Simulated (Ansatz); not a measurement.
## Fitting the PBE energy curve of NbRu3C

```yaml
crystal:
  lattice:
    - [4.06514, 0.00000, 0.00000]
    - [0.00000, 4.06514, 0.00000]
    - [0.00000, 0.00000, 4.06514]
  atoms:
    - { symbol: Ru, position: [0.50000, 0.50000, 0.00000] }
    - { symbol: Ru, position: [0.50000, 0.00000, 0.50000] }
    - { symbol: Ru, position: [0.00000, 0.50000, 0.50000] }
    - { symbol: Nb, position: [0.00000, 0.00000, 0.00000] }
    - { symbol: C, position: [0.50000, 0.50000, 0.50000] }
```

The cell comes from a database or a generator and needn't be the stable form of this composition.

The cell was scaled at fixed shape and fractions and run with Ansatz, Ansatz PAW, cutoff 420 eV; PBE, k mesh 7 × 7 × 7 on the cell of 5 atoms, fermi-dirac occupations of 0.05 eV, no spin polarisation, no spin-orbit coupling. Energies are those that the program minimises, any entropy of the smearing included. For a metal such a mesh isn't converged to the digits shown.

| V (Å³/atom) | energy over the lowest row (meV/atom) |
| --- | --- |
| 12.6294 | 29.33 |
| 12.8981 | 9.06 |
| 13.1669 | 0.00 |
| 13.4356 | 0.99 |
| 13.7043 | ? |
| 13.9730 | 28.98 |
| 14.2417 | 54.08 |

Q: Fit the third-order Birch-Murnaghan form, give V0, B0 and B′, and predict the energy left open.

A: With y = (V0/V)^(2/3), E = E0 + (9 V0 B0/16) [(y - 1)³ B′ + (y - 1)² (6 - 4y)]. Least squares through the rows shown give V0 = 13.2716 Å³/atom, E0 = -0.74 meV, B0 = 282.7 GPa (1 eV/Å³ = 160.218 GPa) and B′ = 4.60, with a largest miss of 0.02 meV. At V = 13.7043 the form with these constants gives 10.98 meV; the run gave 10.98 meV an atom.

The fitted minimum lies slightly below the volume of the listed cell, and the bulk modulus of 282.7 GPa marks NbRu3C in this structure as a stiff metal. The likely origin is the bonding: carbon sits inside an octahedron of Ru, where C 2p–Ru 4d covalency resists shortening of the contacts, while Nb–Ru d–d bonding adds cohesion through the metal framework. The energy curve alone can't separate these contributions.

The well is steeper on the compressed side. The rows at 12.6294 and 13.9730 Å³/atom have nearly equal energies, though the latter lies farther from the minimum. This is the usual anharmonicity, with overlap repulsion rising quickly on compression while bonding weakens more gradually on expansion, and it is what the positive B′ expresses.

The recovered energy at 13.7043 Å³/atom is an interpolation, so it supports the smoothness of the curve and the adequacy of the fitted form within this range, not the accuracy of the functional. Positive curvature under uniform scaling leaves resistance to shear and to internal distortions untested.
